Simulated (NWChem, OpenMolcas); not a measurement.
How methods differ on BOF (fluoro(oxo)borane)

The species is BOF (3 atoms), meant as a singlet with charge 0. As SMILES, `O=BF`. The coordinates come from a PBE0-D4/def2-TZVP relaxation.

| atom | x (Å) | y (Å) | z (Å) |
| --- | --- | --- | --- |
| O | 0.9831 | -0.5651 | 0.4799 |
| B | 0.0203 | -0.0116 | 0.0099 |
| F | -1.0034 | 0.5768 | -0.4898 |

Quantity: the dipole moment, in D. The values are calculated.

| level | kind | program | value (D) | CPU time |
| --- | --- | --- | --- | --- |
| HF/cc-pVTZ | Hartree–Fock | NWChem | 2.39 | 25 s |
| SVWN5/cc-pVTZ | LDA | NWChem | 2.02 | 16 s |
| BLYP/cc-pVTZ | GGA | OpenMolcas | 2.03 | 13 s |
| r2SCAN/cc-pVTZ | meta-GGA | OpenMolcas | 2.11 | 16 s |
| BHLYP/cc-pVTZ | global hybrid | OpenMolcas | 2.20 | 12 s |
| PBE0/cc-pVTZ | global hybrid | NWChem | 2.11 | 18 s |
| CAM-B3LYP/cc-pVTZ | range-separated hybrid | NWChem | 2.14 | 58 s |
| wB97X/cc-pVTZ | range-separated hybrid | NWChem | 2.17 | 61 s |

The values span 2.02 to 2.39 D. Magnitudes only. CPU times are rough (shared hosts, several kinds of processor): they show what a rung costs within a factor of a few.

All levels give linear FBO a substantial dipole moment. Both terminal atoms draw electron density from boron, but their bond dipoles point in opposite directions and partly cancel. The remainder reflects the inequivalence of the strongly polar, multiply bonded B–O unit and the B–F bond, where fluorine lone pairs donate back into the empty boron π orbitals. The net moment is therefore sensitive to small shifts of charge along the axis.

Hartree–Fock gives the largest value, 2.39 D, and LDA and BLYP the smallest. The hybrids lie between these limits, though r2SCAN matches PBE0 at 2.11 D, so exact exchange is not the only route to a larger moment. The rise from BLYP to BHLYP suggests that exact exchange favours a more polar charge distribution, probably by limiting delocalisation between the terminal atoms and boron. The further step to Hartree–Fock also removes correlation, so it cannot be assigned to exchange alone. Without a correlated wavefunction or experimental reference, the spread measures sensitivity to the method and does not rank the functionals by accuracy.
